Why does it take 80.7 keV to remove the innermost electron of a gold atom and 8.3 eV to remove the outermost, and why do the three corrections to the frozen-orbital energy follow three different patterns across the shells? The numbers come from a Dirac-Fock ΔSCF calculation without correlation.

Free Au atom (Z = 79), [Xe] 4f14 5d9 6s2, calculated with Radial Dirac-Fock and Kohn-Sham solver 2: Dirac-Fock ΔSCF, average of configuration, no correlation, Fermi nucleus of rms radius 5.4371 fm. Binding energies are from the vacuum level and include first-order Breit (with frequency dependence) and QED (self-energy and vacuum polarisation) terms.

| shell | binding energy (eV) | ΔSCF less Koopmans (eV) | Breit part (eV) | QED part (eV) | <r> (bohr) |
| --- | --- | --- | --- | --- | --- |
| K | 80730 | -94.507 | -284.92 | -150.21 | 0.01687 |
| L1 | 14372 | -57.470 | -32.707 | -22.686 | 0.07042 |
| L2 | 13745 | -62.316 | -54.158 | -0.39898 | 0.05806 |
| L3 | 11930 | -58.551 | -31.850 | -2.4314 | 0.06657 |
| M1 | 3444.8 | -33.084 | -6.0090 | -5.2807 | 0.1830 |
| M2 | 3165.6 | -34.290 | -10.319 | -0.22481 | 0.1735 |
| M3 | 2760.7 | -32.229 | -5.5837 | -0.61624 | 0.1890 |
| M4 | 2303.3 | -35.268 | -4.4697 | 0.40378 | 0.1649 |
| N1 | 779.12 | -14.956 | -1.2159 | -1.3013 | 0.4069 |
| N2 | 659.69 | -14.897 | -2.1603 | -0.026362 | 0.4099 |
| N3 | 562.14 | -13.663 | -0.98922 | -0.12103 | 0.4421 |
| N4 | 366.98 | -13.436 | -0.58680 | 0.10886 | 0.4513 |
| N6 | 96.399 | -12.672 | 0.14848 | 0.081102 | 0.4920 |
| N7 | 92.734 | -12.458 | 0.28692 | 0.065603 | 0.4987 |
| O1 | 125.73 | -4.8277 | -0.17698 | -0.23665 | 0.9394 |
| O2 | 85.179 | -4.3950 | -0.30050 | 0.011861 | 1.016 |
| O3 | 68.751 | -3.7623 | -0.096661 | -0.003592 | 1.109 |
| O45 | 12.943 | -2.2985 | 0.014642 | 0.020552 | 1.560 |
| P1 | 8.2689 | -0.37388 | -0.011343 | -0.019184 | 2.916 |

**Reading the table**

The labels are those of X-ray spectroscopy. K to P stand for $n = 1$ to 6. The index 1 is s, 2 and 3 are p$_{1/2}$ and p$_{3/2}$, 4 is d$_{3/2}$, 6 and 7 are f$_{5/2}$ and f$_{7/2}$, and O45 is 5d averaged over $j$. M5 and N5 are not listed. The binding energy is the energy of the ion less that of the atom, each converged separately, and $\langle r\rangle$ is the mean radius of the orbital.

The Koopmans value is the orbital energy with its sign reversed, the cost of removing the electron while all other orbitals stay frozen. The column "ΔSCF less Koopmans" is orbital relaxation alone, and the Breit and QED parts add to it. For K the same calculation gives a Koopmans value of 81260.1 eV, and $81260.1 - 94.5 - 284.9 - 150.2 = 80730.5$ eV. The sum closes within 0.5 eV, the printed precision of K and L, on the eight rows from K to M4. Only for K do Breit and QED together exceed relaxation.

All rows refer to 5d⁹6s², an excited configuration whose two $j$ levels lie roughly 1 and 3 eV above the 5d¹⁰6s¹ ground state (rough recalled sizes; the run averages over them). A diffuse 6s electron screens less than a compact 5d electron, so the core levels here lie deeper than in the ground state. P1 is the step to 5d⁹6s¹ and is not the first ionisation of gold.

**Two kinds of screening**

An electron is screened by the charge inside its orbit and also by the charge outside it. Inner charge weakens the force, so the orbital swells and its binding drops. Outer charge acts like a hollow charged sphere, which exerts no force inside but raises the potential by a constant, so the binding drops and the orbital keeps its size.

Two effective charges expose this for the deep levels. In atomic units a hydrogen-like ion has $E = Z^2/2n^2$ and $\langle r\rangle = [3n^2 - l(l+1)]/2Z$. Solving the point-nucleus Dirac forms of these relations row by row gives $Z_E$ from the Koopmans value and $Z_r$ from the radius. They restate the table and predict nothing. $Z_r$ exceeds $Z_E$ in every row, from 78.3 against 74.1 for K to 18.5 against 4.8 for P1, but not for one reason. In the deep rows the gap reflects outer charge. P1 has no shell outside it, and its gap arises because a penetrating orbital has a large quantum defect while both formulas use the full $n$; the valence s electron of an alkali atom shows the same inequality.

K is the cleanest case. Its radius is only 1.2% larger than the 0.01667 bohr of a one-electron gold ion, yet its Koopmans value lies 12.2 keV below that ion's 93.46 keV. Placing the 77 outer electrons on thin spheres at their mean radii gives a potential of roughly 8 keV, and the 1s partner adds roughly 1 keV. The estimate is good for the order of magnitude only, which is enough to assign most of the gap to outer charge.

Within every shell the binding falls with rising $l$, and within each doublet with rising $j$. The order in $l$ comes from penetration: the centrifugal barrier keeps high $l$ out of the region where the nuclear charge is unscreened. The order in $j$ comes from spin-orbit coupling, which lowers the $j = l - 1/2$ member. The radii behave differently because two effects oppose each other. At equal charge a high-$l$ orbital is the more compact, but it also sees a smaller charge. In L, where $Z_r$ only runs from 75 to 73, compactness wins and 2s is the largest orbital although it is the most bound. In N, where $Z_r$ drops from 57 to 36, screening wins and the radius grows steadily from 4s to 4f$_{7/2}$.

M is the mixed case. M4 is the smallest and least bound of its rows, as compactness suggests, but M3 is larger than M1. The hydrogenic 3p/3s radius ratio is $25/27 = 0.93$, and the charge ratio $68.4/64.5 = 1.06$ raises it to 0.98. The table gives $0.1890/0.1830 = 1.03$, and in the Dirac form of the radius the rest is the relativistic contraction, which is stronger for s than for p$_{3/2}$. The same contraction makes p$_{1/2}$ smaller than p$_{3/2}$ in each shell.

The binding energy falls down the table with one exception. O1 (5s, 125.7 eV) is more bound than both 4f levels, although its radius is 1.9 times that of N6. The two have similar $Z_r$, 39 and 36. The nodeless 4f orbital stays outside the deep well and lies under the O and P electrons, while the inner lobes of 5s reach the nucleus; relativity is known to push the same way, stabilising s directly and destabilising f through better screening. The order is already present in the Koopmans values, 22.1 eV apart. Relaxation adds $12.67 - 4.83 = 7.8$ eV, Breit and QED remove 0.6 eV, and the gap becomes 29.3 eV. Missing correlation bites here: mixing of the Coster-Kronig type lowers real 4s, 4p and 5s hole energies, so O1 and N1 to N3 tend to be too high and the true gap is probably smaller.

**Relaxation counts the shells outside the hole**

To an electron far outside it, a hole looks like one more proton. That electron contracts and gains energy, and relaxation is the sum of such gains. It should therefore depend on where the hole sits and how many electrons lie outside, and hardly on how tightly the removed electron was bound. The table shows this: ordered by $\langle r\rangle$, relaxation shrinks in size through all 19 rows without exception. While binding spans a factor of nearly $10^4$, relaxation spans a factor of about 250.

The apparent irregularities are consequences. L2 relaxes more than L1 and M4 more than M1 because they are more compact. The 4f holes lie inside the whole O shell and relax by 12% of their Koopmans value, against 3.7% for the more strongly bound 5s. In every doublet the smaller $j = l - 1/2$ member relaxes more.

A spring under a small extra load is the simpler system to compare with. A spring of stiffness $k$ given an extra force $F$ releases an energy $F^2/2k$ as it settles from its frozen position, whatever load it already carries. For a hydrogen-like orbital with scale parameter $\zeta$ in the field of an effective charge $Z^*$,

$$E(\zeta) = \frac{\zeta^2}{2n^2} - \frac{Z^*\zeta}{n^2},$$

which is a spring in $\zeta$ with $k = 1/n^2$ and minimum at $\zeta = Z^*$. A hole raises $Z^*$ by $\delta$, an extra force $\delta/n^2$, so relaxing gains $\delta^2/2n^2$ hartree. Summed over the $N_m$ electrons left in each shell $m$,

$$E_{\rm relax} = -\sum_m \frac{N_m\,\delta_m^2}{2m^2}.$$

In this non-relativistic form the nuclear charge has dropped out, and a full shell of $2m^2$ electrons far outside the hole gives exactly one hartree. The analogy holds as far as each orbital only rescales and responds independently. Real orbitals change shape, and a contracting shell screens those beyond it.

For $\delta$ take rough recalled Slater steps: 0.35 within the shell of the hole (0.30 for 1s), 0.85 for the next shell, 1 beyond, and 0 for inner shells. Nothing is fitted. For an M hole:

- the 17 other M electrons give $17 \times 0.35^2/18 = 0.116$;
- the 32 N electrons give $32 \times 0.85^2/32 = 0.723$;
- the 17 O electrons give $17/50 = 0.340$;
- the 2 P electrons give $2/72 = 0.028$.

The sum is 1.206 hartree before rounding of the terms, or 32.8 eV, and the M rows run from 32.2 to 35.3 eV.

Relative to the table the mean error is 4% for K to M, with K 10% too small (85.3 against 94.5 eV). It grows to 22% for N and 61% for O and P, always too small there. The good agreement in the core owes something to the choice of inputs and to cancelling errors. The gain is $\delta^2/2$ times the curvature of the level energy in $Z$, and for 2s and 2p$_{1/2}$ at these charges the Dirac curvature is far above $1/n^2$, so a relativistic count would raise K and L. Slater's effective quantum numbers for the outer shells (about 3.7, 4.0 and 4.2, again rough and recalled) bring K to 95.9 eV and improve the mean for N and for O and P, but move M to 42 eV. Slater's own grouping, which lets 3s and 3p screen 3d fully, would raise the 3d term from $10 \times 0.35^2/18 = 0.07$ to $10/18 = 0.56$ hartree. The model gives the scale and the steps between shells, to tens of per cent.

Its failure in the outer rows has an arguable cause, since the principal quantum number is a poor guide to what lies outside what. The 5d orbital (1.56 bohr) is well outside 5s (0.94 bohr). Giving the nine 5d electrons $\delta = 0.85$ adds $9(0.85^2 - 0.35^2)/50 = 0.108$ hartree, or 2.9 eV, to the model's 1.6 eV, close to the 4.8 eV of O1; this is an adjustment made after seeing the answer. For P1 the model gives 0.05 eV against 0.37 eV, presumably because the 5d shell, counted as inner, responds to the 6s hole.

The counting also explains the form of the dependence on radius. Moving the hole out by one shell removes about one hartree and multiplies the radius by 2 to 4, so relaxation should be roughly linear in $\ln\langle r\rangle$ with a slope near a hartree. An unweighted least-squares line through the 14 rows K to N7 gives $6.5 + 24.2\ln(\langle r\rangle/\text{bohr})$ eV, with a mean error of 3% for K to M and the worst row N7, 17% too small in size. O and P were left out because at most the two 6s electrons lie in shells beyond them, and there the line gives the wrong sign. The slope within a shell falls from 26 eV in L to 5 eV in O as the outer electrons run out. A $1/r$ law, as for a charge in a dielectric cavity, fails: the product of relaxation and radius runs from 1.6 eV bohr (K) through 6.1 (M1) to 1.1 (P1).

**Breit: magnetic coupling of fast electrons**

Moving electrons are currents, and the Breit term is their magnetic interaction plus the delay of the Coulomb field. It is of order $v^2/c^2$ times the electron repulsion, so it is earned near the nucleus. It raises the energy of the atom, and an electron that leaves takes its share along, which lowers the binding. For a 1s² pair the leading term is a contact interaction, $2\pi\alpha^2$ times the pair density at coalescence $Z^3/8\pi$, with $\alpha$ the fine-structure constant. This gives $\alpha^2Z^3/4$ hartree, or 179 eV. The table value is 1.6 times larger. Relativistic contraction at $Z\alpha = 0.576$ raises the 1s² pair value only modestly, and most of the excess is coupling to the other shells: the Breit parts of the eight L electrons sum to 301 eV in size, much of it presumably shared with the 1s pair. The calculation splits the K value into a magnetic part of −314.1 eV, retardation of +23.5 eV and a frequency correction of +5.7 eV. Retardation vanishes for a lone 1s² pair, so this part comes from the other shells.

In each of the shells L to O the Breit part is largest for p$_{1/2}$, so it narrows the p doublets, and by a nearly fixed share, 1.15 to 1.21% of the Koopmans splitting. Zero-frequency retardation is not responsible, since it is 6.41 eV for both L2 and L3 and 1.18 eV for both M2 and M3. The frequency correction is +2.52 eV for L3 and −0.07 eV for L2, so it supplies 2.6 eV of the 22.3 eV by which the L doublet narrows. The other 19.7 eV is magnetic. For this main part theory points to the spin-other-orbit coupling within the magnetic term, which opposes the nuclear spin-orbit coupling and survives in closed shells through exchange with the core. Both couplings arise in the innermost lobe of a p orbital, whose shape is nearly the same for all $n$, hence the constant ratio. The ratio is close to $1/Z = 1.27\%$, as if one proton were removed from the spin-orbit operator, which is a handy scale and has not been derived here. The 4f doublet is narrowed by 3.5%; it forms farther out, where the effective charge is smaller and more electrons take part.

**QED: density at the nucleus**

Self-energy smears the electron over a very short distance and weakens its attraction to the nucleus, while vacuum polarisation strengthens it. For K the calculation gives +38.6 eV of vacuum polarisation, which leaves −188.8 eV of self-energy, 1.4 times the natural scale $(\alpha/\pi)(Z\alpha)^4mc^2 = 131$ eV. Vacuum polarisation is +5.42 eV for L1 and +1.23 eV for M1, about a quarter of the net QED part in size, as for K.

Both terms follow the density near the nucleus, so s levels dominate. A bare nucleus would give $n^{-3}$, with successive ratios falling from 8 to 1.7. The table gives 6.6, 4.3, 4.1, 5.5 and 12.3. All but the first exceed the bare values, because screening shrinks the inner lobe of outer s orbitals; the first is smaller because $n^{-3}$ is non-relativistic: relativity raises the 2s density at a heavy nucleus more than the 1s density, and screening restores only part of the ratio. The Fermi-Segrè relation handles the screening: the density at the nucleus is proportional to $Z\,|dE/dn|$ along the s series. Taking $E$ times the central difference of $\ln E$ over the Koopmans values, M1 has $3489 \times \tfrac12\ln(14485/796.6) = 5060$ eV, and $5.28/5060 = 1.04\times10^{-3}$.

The same ratio lies between 0.92 and 1.04 in units of $10^{-3}$ from K to N1 and is near 0.8 for O1 and P1, where the finite difference is crude (one-sided for P1; K uses the hydrogenic $2E/n$). Two reservations apply. The plain ratio to the Koopmans value is almost as steady, 1.5 to 2.2 in the same units. And if the self-energy is estimated by scaling hydrogenic values to the many-electron atom, which these outputs do not settle, the constancy partly reflects how the term is built.

For $l > 0$ the anomalous magnetic moment matters. It strengthens spin-orbit coupling by the fraction $\alpha/\pi = 0.23\%$ at low $Z$, and QED does widen all five doublets. The p doublets widen by only 0.09 to 0.11%. The argued reason is that p$_{1/2}$ has an s-like small component at the nucleus, whose self-energy opposes the moment term, and this near cancellation would also explain why L2 (−0.40 eV) is smaller than L3 (−2.43 eV). The 4f doublet widens by 0.39%, more than the moment alone gives, for a reason these numbers do not reveal.

**The positive entries**

Breit is positive for N6, N7 and O45, and QED for M4, N4, N6, N7, O2 and O45. The anomalous moment gives the right sign for the $j = l - 1/2$ rows but the wrong one for N7, and for 4f it is far too small: $\tfrac47 \times 4.00\ \text{eV} \times \alpha/\pi$ is 0.005 eV for N6 against 0.081 eV. It cancels in O45 and in the $j$-weighted 4f mean, which is still +0.07 eV. The main cause is likely indirect. A d or f electron carries little Breit or QED energy of its own, and its removal lets the s and p orbitals of its own and outer shells contract, which raises these energies in the ion and so adds to the binding. This is a guess, since the terms are not decomposed for these rows. In the O and P rows both parts are at most about 0.3 eV in size, well below the likely error from missing correlation, which left outer levels 1 to 2 eV too low in tests of the method on other systems and may act the other way for 5s. O45 also hides the 5d spin-orbit splitting and the multiplets of the open shell, which are larger than its 0.02 eV entries.

**A neighbouring atom**

The mechanisms give a forecast that one atom cannot confirm. Core relaxation should barely move with $Z$: one more 5d electron adds $1/50$ hartree, about 0.5 eV, to a K, L or M hole, and trading 6s for 5d changes it by $1/50 - 1/72$ hartree, about 0.2 eV, well inside the model's error. Relativity adds a slow growth with $Z$ that the count omits, strongest for K, where it is comparable to the 5d term. The K and L1 Breit and QED parts should grow roughly as $Z^3$ and $Z^4$, by about 4% and 5% per proton, so the balance in L1, now 55.4 eV against 57.5 eV of relaxation, should tip within a step or two up in $Z$. The compact 4f level feels an added proton more than 5s does and should close in on it. Comparison with X-ray edges of the metal needs more than correlation, because those are referred to the Fermi level and include screening by conduction electrons.
